**Estimating plane-wave cutoffs of a cerium pseudopotential by hand**

The table holds the cutoffs at which the residual kinetic energy of nine pseudo waves of one norm-conserving Ce potential (ONCVPSP 4.0.1, PBE, scalar-relativistic) falls to 10, 1, 0.1 and 0.01 mHa, with each wave's inside norm and its residual at the optimisation wave number qcut. The program sorts the 36 cutoffs into those below and above qcut²/2, fits three two-parameter rules to the 26 below (based on qcut, on radius and l, on radius alone), and applies a parameter-free power law from the number of matching conditions to the 10 above. The qcut rule does best below (rms 20 %, against 43 % and 51 %), the power law has an rms error of 31 %, and together they give a median error of 11 %, with p projector 2 and 5d as the worst rows. The quantity qcut·rc/π − l/2 orders the residuals of the four lowest waves, although l, radius, qcut and matching all change together. The potential has two bound ghosts, about which these cutoffs say nothing.

Calculated values. Pseudo waves of an optimised norm-conserving Vanderbilt pseudopotential for Ce, ONCVPSP 4.0.1, scalar-relativistic PBE, valence 4f1 5s2 5p6 5d1.5 6s1.5. Channel radii are 2.1 (s), 1.75 (p), 3.95 (d) and 1.05 bohr (f), with qcut 6, 4.4, 4.7 and 13.2 bohr⁻¹. Each cutoff is the energy at which the wave's residual kinetic energy per electron falls to the stated error.

## Program and output

```python
# Table: cutoffs (Ha) at which the residual kinetic energy of nine pseudo waves of one Ce potential
# (ONCVPSP 4.0.1, PBE, scalar-relativistic) falls to 10, 1, 0.1, 0.01 mHa. Tested: hand rules below
# qcut (A: qcut, B: radius and l, C: radius only) and a parameter-free power-law tail above qcut.
T = {
    'wave': ['5s', '6s', 's projector 3', '5p', 'p projector 2', '5d', 'd projector 2', '4f', 'f projector 2'],
    'wave_norm_inside_radius': [0.8778, 0.04399, 0.13, 0.533, 0.07988, 0.7851, 0.2454, 0.5694, 0.01361],
    'wave_kinetic_energy_above_qcut': [0.00122, 0.000558, 0.00927, 3.36, 3.55, 5.22e-07, 0.000492, 1.27, 0.0356],  # mHa
    'wave_cutoff_for_10_mHa': [9.58, 7.14, 10.57, 6.73, 5.92, 4.05, 6.61, 75.65, 51.72],  # Ha
    'wave_cutoff_for_1_mHa': [12.47, 10.88, 13.64, 20.94, 12.41, 5.56, 8.26, 90.21, 69.46],  # Ha
    'wave_cutoff_for_a_tenth_mHa': [14.61, 13.56, 15.98, 45.02, 33.87, 6.83, 9.04, 235.2, 82.12],  # Ha
    'wave_cutoff_for_a_hundredth_mHa': [16.41, 15.74, 17.95, 92.69, 55.59, 8.04, 9.86, 316.8, 115.7],  # Ha
}
import numpy as np
from scipy.optimize import least_squares
w = list(T['wave'])
ch = [x[0] if x[0] in 'spdf' else x[1] for x in w]
# input settings of the same run: l, radius (bohr), qcut (1/bohr), matching conditions
S = {'s': (0, 2.1, 6.0, 4), 'p': (1, 1.75, 4.4, 3), 'd': (2, 3.95, 4.7, 4), 'f': (3, 1.05, 13.2, 4)}
l, rc, qc, M = [np.array([S[c][j] for c in ch], float)[:, None] for j in range(4)]
keys = ['10_mHa', '1_mHa', 'a_tenth_mHa', 'a_hundredth_mHa']
E = np.array([T['wave_cutoff_for_' + s] for s in keys], float).T
res = np.array(T['wave_kinetic_energy_above_qcut'], float)[:, None]
nrm = np.array(T['wave_norm_inside_radius'], float)
k = np.arange(4.0)[None, :]
tol = 10.0 / 10**k
Eq = qc**2 / 2
tail = res > tol
low = [w.index(x) for x in ('5s', '5p', '5d', '4f')]
marg = (qc * rc / np.pi - l / 2)[:, 0]
print('channel: Eq=qcut^2/2 (Ha), qcut*rc, margin qcut*rc/pi-l/2, residual of lowest wave (mHa), theory exponent, factor/decade')
for i in low:
    n = M[i, 0] - 0.5
    print(f' {w[i]}: {Eq[i,0]:.2f}  {qc[i,0]*rc[i,0]:.2f}  {marg[i]:.2f}  {res[i,0]:.3g}  {n:.1f}  {10**(1/n):.2f}')
mods = {'A q=qcut(c+dk)': (lambda p: (qc * (p[0] + p[1] * k))**2 / 2, [0.75, 0.06], 2),
        'B q rc/pi=a+bk+l/2': (lambda p: (np.pi * (p[0] + p[1] * k + l / 2) / rc)**2 / 2, [2.5, 0.4], 1),
        'C q rc/pi=a+bk': (lambda p: (np.pi * (p[0] + p[1] * k) / rc)**2 / 2, [3.0, 0.4], 1)}
print(f'fits of ln E on the {int((~tail).sum())} cells below Eq (k = decades below 10 mHa); errors for rounded constants')
P = {}
for name, (f, p0, nd) in mods.items():
    p = least_squares(lambda x: np.log(f(x) / E)[~tail], p0).x
    pr = np.round(p, nd)
    P[name[0]] = f(pr)
    e = np.where(~tail, 100 * (f(pr) / E - 1), 0.0)
    i, j = np.unravel_index(np.abs(e).argmax(), e.shape)
    print(f' {name}: fit {p[0]:.3f},{p[1]:.3f} used {pr[0]:g},{pr[1]:g}; rms {np.sqrt(np.mean(e[~tail]**2)):.0f}%, worst {w[i]} at {tol[0,j]:g} mHa {e[i,j]:+.0f}%')
Et = Eq * (res / tol)**(1 / (M - 0.5))
full = np.where(tail, Et, P['A'])
err = 100 * (full / E - 1)
print('A plus tail law: estimate in Ha (error %) at 10, 1, 0.1, 0.01 mHa; * = tail cell')
for i in range(len(w)):
    print(f' {w[i]}: ' + '  '.join(f'{full[i,j]:.1f}({err[i,j]:+.0f}){"*" if tail[i,j] else ""}' for j in range(4)))
print(f'tail law: {int(tail.sum())} cells, rms {np.sqrt(np.mean(err[tail]**2)):.0f}%, largest {np.abs(err[tail]).max():.0f}%')
print(f'all {E.size} cells: rms {np.sqrt(np.mean(err**2)):.0f}%, median {np.median(np.abs(err)):.0f}%, within 25%: {int((np.abs(err) <= 25).sum())}')
x = np.sqrt(2 * E) * rc / np.pi - l / 2
print('q rc/pi-l/2 at the four errors | B at 1 mHa in Ha (error %) | residual/norm (mHa)')
for i in range(len(w)):
    print(f' {w[i]}: ' + ' '.join(f'{x[i,j]:.2f}{"*" if tail[i,j] else ""}' for j in range(4))
          + f' | {P["B"][i,1]:.1f}({100*(P["B"][i,1]/E[i,1]-1):+.0f}) | {res[i,0]/nrm[i]:.3g}')
print('exponent from qcut to 0.01 mHa (theory) | cutoff ratios per decade')
ex = []
for i in range(len(w)):
    r = ' '.join(f'{E[i,j+1]/E[i,j]:.2f}' for j in range(3))
    if tail[i, 3]:
        ex.append(np.log(res[i, 0] / tol[0, 3]) / np.log(E[i, 3] / Eq[i, 0]))
        print(f' {w[i]}: {ex[-1]:.2f} ({M[i,0]-0.5:.1f}) | {r}')
    elif i in low:
        print(f' {w[i]}: stays below Eq | {r}')
print(f'4f/5d cutoff ratio at 1 mHa {E[low[3],1]/E[low[2],1]:.1f}; (rc_d/rc_f)^2 {(rc[low[2],0]/rc[low[3],0])**2:.1f}')
print(f'table rounding: at most {100*0.005/E.min():.2f}% of a cutoff')
assert np.all((E > Eq) == tail)
assert all(2 < e < 5 for e in ex)
assert list(np.argsort(marg[low])) == list(np.argsort(-res[low, 0]))
assert np.all(E.argmax(0) == low[3])
```

Output:

```
channel: Eq=qcut^2/2 (Ha), qcut*rc, margin qcut*rc/pi-l/2, residual of lowest wave (mHa), theory exponent, factor/decade
 5s: 18.00  12.60  4.01  0.00122  3.5  1.93
 5p: 9.68  7.70  1.95  3.36  2.5  2.51
 5d: 11.05  18.57  4.91  5.22e-07  3.5  1.93
 4f: 87.12  13.86  2.91  1.27  3.5  1.93
fits of ln E on the 26 cells below Eq (k = decades below 10 mHa); errors for rounded constants
 A q=qcut(c+dk): fit 0.755,0.064 used 0.76,0.06; rms 20%, worst 5d at 10 mHa +58%
 B q rc/pi=a+bk+l/2: fit 2.499,0.551 used 2.5,0.6; rms 43%, worst p projector 2 at 10 mHa +145%
 C q rc/pi=a+bk: fit 3.089,0.497 used 3.1,0.5; rms 51%, worst p projector 2 at 10 mHa +162%
A plus tail law: estimate in Ha (error %) at 10, 1, 0.1, 0.01 mHa; * = tail cell
 5s: 10.4(+9)  12.1(-3)  13.9(-5)  15.9(-3)
 6s: 10.4(+46)  12.1(+11)  13.9(+3)  15.9(+1)
 s projector 3: 10.4(-2)  12.1(-11)  13.9(-13)  15.9(-11)
 5p: 5.6(-17)  15.7(-25)*  39.5(-12)*  99.2(+7)*
 p projector 2: 5.6(-6)  16.1(+29)*  40.4(+19)*  101.4(+82)*
 5d: 6.4(+58)  7.4(+34)  8.6(+25)  9.8(+21)
 d projector 2: 6.4(-3)  7.4(-10)  8.6(-5)  9.8(-1)
 4f: 50.3(-33)  93.3(+3)*  180.1(-23)*  347.7(+10)*
 f projector 2: 50.3(-3)  58.6(-16)  67.5(-18)  125.2(+8)*
tail law: 10 cells, rms 31%, largest 82%
all 36 cells: rms 24%, median 11%, within 25%: 29
q rc/pi-l/2 at the four errors | B at 1 mHa in Ha (error %) | residual/norm (mHa)
 5s: 2.93 3.34 3.61 3.83 | 10.8(-14) | 0.00139
 6s: 2.53 3.12 3.48 3.75 | 10.8(-1) | 0.0127
 s projector 3: 3.07 3.49 3.78 4.01 | 10.8(-21) | 0.0713
 5p: 1.54 3.10* 4.79* 7.08* | 20.9(-0) | 6.3
 p projector 2: 1.42 2.28* 4.08* 5.37* | 20.9(+68) | 44.4
 5d: 2.58 3.19 3.65 4.04 | 5.3(-4) | 6.65e-07
 d projector 2: 3.57 4.11 4.35 4.58 | 5.3(-36) | 0.002
 4f: 2.61 2.99* 5.75* 6.91* | 94.7(+5) | 2.23
 f projector 2: 1.90 2.44 2.78 3.58* | 94.7(+36) | 2.62
exponent from qcut to 0.01 mHa (theory) | cutoff ratios per decade
 5s: stays below Eq | 1.30 1.17 1.12
 5p: 2.57 (2.5) | 3.11 2.15 2.06
 p projector 2: 3.36 (2.5) | 2.10 2.73 1.64
 5d: stays below Eq | 1.37 1.23 1.18
 4f: 3.75 (3.5) | 1.19 2.61 1.35
 f projector 2: 4.48 (3.5) | 1.34 1.18 1.41
4f/5d cutoff ratio at 1 mHa 16.2; (rc_d/rc_f)^2 14.2
table rounding: at most 0.12% of a cutoff
```
